Seven-electron ions in the configuration [He] 2s2 2p3, with all three 2p electrons spin-up, were computed as spherical all-electron atoms with Quantum ESPRESSO ld1.x 7.5. The method is spin-polarised, scalar-relativistic Kohn-Sham LDA (Slater exchange, Perdew-Zunger correlation) with a point nucleus. Bound levels have negative eigenvalues.

```
species   Z  charge (e)  eigenvalue (2s up) (eV)  eigenvalue (2p up) (eV)  mean radius (2s up) (bohr)  mean radius (2p up) (bohr)  ε(2p up) − ε(2s up) (eV)
    F2+   9           2                  -69.874                  -51.518                     0.91370                     0.88049                     18.36
   Al6+  13           6                  -254.34                  -221.34                     0.56579                     0.51011                     33.00
  Se27+  34          27                  -3066.4                  -2922.6                     0.18610                     0.16015                    143.85
  Mo35+  42          35                  -4992.9                  -4766.1                     0.14685                     0.12642                    226.73
  Tc36+  43          36                  -5269.0                  -5029.0                     0.14301                     0.12315                    240.03
  In42+  49          42                  -7098.3                  -6760.1                     0.12330                     0.10645                    338.22
  Eu56+  63          56                   -12603                   -11854                    0.091888                     0.08028                    749.91
  Ta66+  73          66                   -17742                   -16438                    0.076598                     0.06784                   1304.60
```

Here ε is a Kohn-Sham eigenvalue of the up-spin channel, the gap is ε(2p up) − ε(2s up), the mean radius is ⟨r⟩ of the orbital, and the charge is Z − 7. All eight ions are held in the same high-spin state at the scalar-relativistic LDA level. The gap grows 71-fold from F2+ to Ta66+ while Z grows 8.1-fold. Three causes come into question: screening, spin polarisation of the half-filled 2p shell, and relativity.

The simpler system is the one-electron ion, which a seven-electron ion resembles more closely as Z grows, because the nuclear energy scales as Z² and the electron repulsion only as Z. Without relativity its 2s and 2p are degenerate, so the Z² terms cancel in the gap and the gap consists of corrections alone. The analogy supplies orbitals and scaling; it is poorest for F2+, where repulsion reshapes the orbitals.

Screening alone is the tempting explanation: 2s penetrates the core and is repelled less than 2p. At first order with hydrogenic orbitals every repulsion integral is proportional to Z, so

gap = a0·Z + b

The Hartree part of the slope is 4.024 eV per unit Z and LDA exchange subtracts 0.503, giving a0 = 3.52 with no fitting (correlation neglected). This describes the light end: the table rises by 3.66 eV per unit Z from F2+ to Al6+. Continued to Ta66+, the line through those two ions gives 253 eV against 1305 eV, and a line fitted freely to all rows misses the table by up to 66%. The Slater integrals of the Eu56+ run point the same way for that ion: the Hartree repulsion is 187 eV larger for 2p than for 2s, a quarter of the gap and less than the hydrogenic 253.5 eV, a shortfall that mixes screening with the relativistic reshaping of the orbitals.

Spin polarisation can be checked on the down-spin levels of the same runs, of which 2p down is empty. The exchange splitting is sizeable, about 91 eV for 2s and 107 eV for 2p in Ta66+, but it moves both levels the same way. The down-spin gap exceeds the up-spin gap in every row, by at most 5.4% (Se27+) and by 1.2% in Ta66+. Exchange integrals also scale as Z, so this effect belongs in the slope and cannot supply the curvature.

Relativity enters in the opposite limit. An s electron reaches the nucleus, where its speed is highest, and the mass-velocity term lowers it more than the Darwin term raises it again. With α the fine-structure constant, the first-order shifts for n = 2, in hartree, are

2s: −(Z⁴α²/16)(1 − 3/8)
2p: −(Z⁴α²/16)(2/3 − 3/8)
difference: D1 = Z⁴α²/48

To all orders in Zα the difference D(Z) follows from the Dirac 2s energy and a numerical solution of the one-electron scalar-relativistic 2p equation. It adds to screening:

gap = a0·Z + b + D(Z)·(1 − s/Z)

Only b and s were fitted, to all eight rows with relative weights. For In42+, which was part of the fit, D1 = 174.0 eV and D = 196.8 eV. Then 172.5 − 13.4 + 196.8 × (1 − 4.46/49) = 172.5 − 13.4 + 178.9 = 338.0 eV, against 338.22 eV in the table. The worst row is Ta66+, 0.38% above the table value. With D1 in place of D and b and s refitted, that row still falls 12% short and s turns negative (−4.06), so the higher orders are needed. The residuals, listed in the output below, are larger than the rounding of the table in every row and, as percentages of the gap, drift smoothly upward from Se27+ to Ta66+; neglected higher mixed terms in repulsion and Zα are a likely cause, though that is a guess. The constant s collects the screening of D and the relativistic change of the repulsion, and it moves from 4.46 to 4.81 when the slope is fitted as well, so it is not a screening number.

The radii are a check independent of this fit. A nonrelativistic one-electron 2s has ⟨r⟩ = 6/Z bohr and screening can only enlarge it, yet Z⟨r⟩ falls below 6 for Eu56+ and Ta66+, reaching 5.59. Read nonrelativistically, Ta66+ would need a screening constant of −5.3; with the Dirac radius the constant stays positive, drifting from 2.4 to 3.3. The 2p/2s radius ratio first falls towards the hydrogenic 5/6, reaches 0.861 from Se27+ to Tc36+, and turns back to 0.886 as 2s contracts faster.

The numbers exclude screening alone and spin polarisation as sources of the steep rise. The relativistic share, 2% at Al6+, 53% at In42+ and 82% at Ta66+, is inferred from the model and not from switching relativity off, and since scalar relativity is built into the calculation the agreement explains the computed gap without testing nature. For a neighbouring second-row sequence the same reasoning predicts a steeper linear part with each added 2p electron and, at equal Z, the same D with a somewhat different screening.

The heavy-ion gap is not a spectroscopic interval. In the point-nucleus Dirac one-electron ion 2s1/2 and 2p1/2 are degenerate, and D measures the distance to a single 2p level without spin-orbit coupling. The omitted 2p3/2 − 2p1/2 splitting of that ion, 1568 eV at Z = 73, is larger than D itself (1135 eV). Real ions at high Z therefore tend to a 2p1/2² 2p3/2 ground state, not the state imposed here. Finite nuclear size and QED, both absent, would raise 2s and narrow the gap; the Breit interaction is absent as well. Nor are eigenvalues removal energies: Al6+ has −ε(2p up) = 221.3 eV but a computed ionisation energy of 242.3 eV. The computed ionisation energies exceed the NIST semi-empirical values by 0.5 eV for Al6+ and 95 eV for In42+. For the heavy ions this is the direction in which missing spin-orbit coupling acts, since a 2p3/2 electron is bound less than the averaged 2p. For Al6+, near LS coupling, the route differs but the sign is the same: the half-filled shell has no first-order spin-orbit shift, but the 2p² ion left behind does, and its ³P0 ground level lies below the centre of ³P, which lowers the real ionisation energy. An excess this small could equally be LDA error, so these runs do not decide its cause.

Numerical output:

```
slope eV/Z: Hartree 4.024, exch up -0.503, a0 3.520; exch down -0.182; F2+ to Al6+ table 3.660
A free line: a=6.684 eV/Z b=-44.77 eV | C1 (Z^4 only): b=-13.85 eV s=-4.06
C2 (all orders): b=-13.40 eV s=4.46 | C3 (a free too): a=3.556 b=-13.75 s=4.81
ion gap gap/Z a0Z line(F,Al) gap-line D1 D FS(Dirac 2p3/2-2p1/2) [eV]
F2+ 18.36 2.04 31.7 18.4 0.0 0.20 0.20 0.3
Al6+ 33.00 2.54 45.8 33.0 0.0 0.86 0.87 1.3
Se27+ 143.85 4.23 119.7 109.9 34.0 40.34 42.79 62.9
Mo35+ 226.73 5.40 147.9 139.1 87.6 93.94 102.79 149.7
Tc36+ 240.03 5.58 151.4 142.8 97.2 103.21 113.43 165.0
In42+ 338.22 6.90 172.5 164.8 173.5 174.03 196.80 283.9
Eu56+ 749.91 11.90 221.8 216.0 533.9 475.56 584.29 823.1
Ta66+ 1304.60 17.87 257.0 252.6 1052.0 857.30 1135.32 1568.0
local exponent dln(gap)/dlnZ: 1.59 1.53 2.15 2.42 2.63 3.17 3.76
model-table %: ion A C1 C2 C3 | C2 resid eV | C2 D-term eV, % of gap | rounding floor %
F2+ -16.2 -1.28 0.15 -0.05 | 0.03 | 0.1 0.5 | 0.0272
Al6+ 27.6 0.15 -0.18 0.10 | -0.06 | 0.6 1.7 | 0.0152
Se27+ 26.9 4.98 -0.26 0.03 | -0.37 | 37.2 25.8 | 0.0035
Mo35+ 4.1 4.55 -0.17 -0.05 | -0.39 | 91.9 40.5 | 0.0022
Tc36+ 1.1 4.36 -0.16 -0.06 | -0.38 | 101.7 42.4 | 0.0021
In42+ -16.4 2.63 -0.07 -0.07 | -0.23 | 178.9 52.9 | 0.0015
Eu56+ -49.8 -4.77 0.19 0.00 | 1.42 | 542.9 72.4 | 0.0007
Ta66+ -66.0 -11.99 0.38 0.13 | 4.98 | 1066.0 81.7 | 0.0004
A: rms 33.31%, worst Ta66+ -66.03%
C1: rms 5.47%, worst Ta66+ -11.99%
C2: rms 0.21%, worst Ta66+ 0.38%
C3: rms 0.07%, worst Ta66+ 0.13%
ion split2s split2p gap_down down-up[eV] %gap | Zr2s Zr2p rp/rs Zr2s_Dirac | sigma 2s: nonrel, Dirac
F2+ 6.6 7.0 18.7 0.36 2.0 | 8.223 7.924 0.964 5.991 | 2.43 2.44
Al6+ 11.4 13.0 34.6 1.59 4.8 | 7.355 6.631 0.902 5.980 | 2.40 2.43
Se27+ 36.9 44.7 151.7 7.82 5.4 | 6.327 5.445 0.861 5.864 | 1.76 2.49
Mo35+ 47.1 57.0 236.7 9.97 4.4 | 6.168 5.310 0.861 5.791 | 1.14 2.57
Tc36+ 48.3 58.6 250.3 10.23 4.3 | 6.149 5.295 0.861 5.781 | 1.04 2.58
In42+ 56.3 68.0 349.9 11.69 3.5 | 6.042 5.216 0.863 5.713 | 0.34 2.66
Eu56+ 75.4 90.8 764.4 14.47 1.9 | 5.789 5.058 0.874 5.518 | -2.30 2.95
Ta66+ 90.8 107.2 1320.3 15.75 1.2 | 5.592 4.952 0.886 5.341 | -5.33 3.27
(split columns carry the table rounding, up to 0.5 eV for Eu, Ta)
Ta/F growth: Z x8.1, gap x71.1, 2s split x13.7; down-up slope model 0.321 eV/Z
Eu56+: Hartree 2p-2s from F0 186.7 eV = 25% of gap; hydrogenic 253.5 eV
IE - NIST semi-emp. eV (Al,Se,Mo,Tc,In): [ 0.5 28.  54.3 59.5 94.6] ; IE+eps2p: [ 20.9  69.4  88.2  90.5 104.5]
```
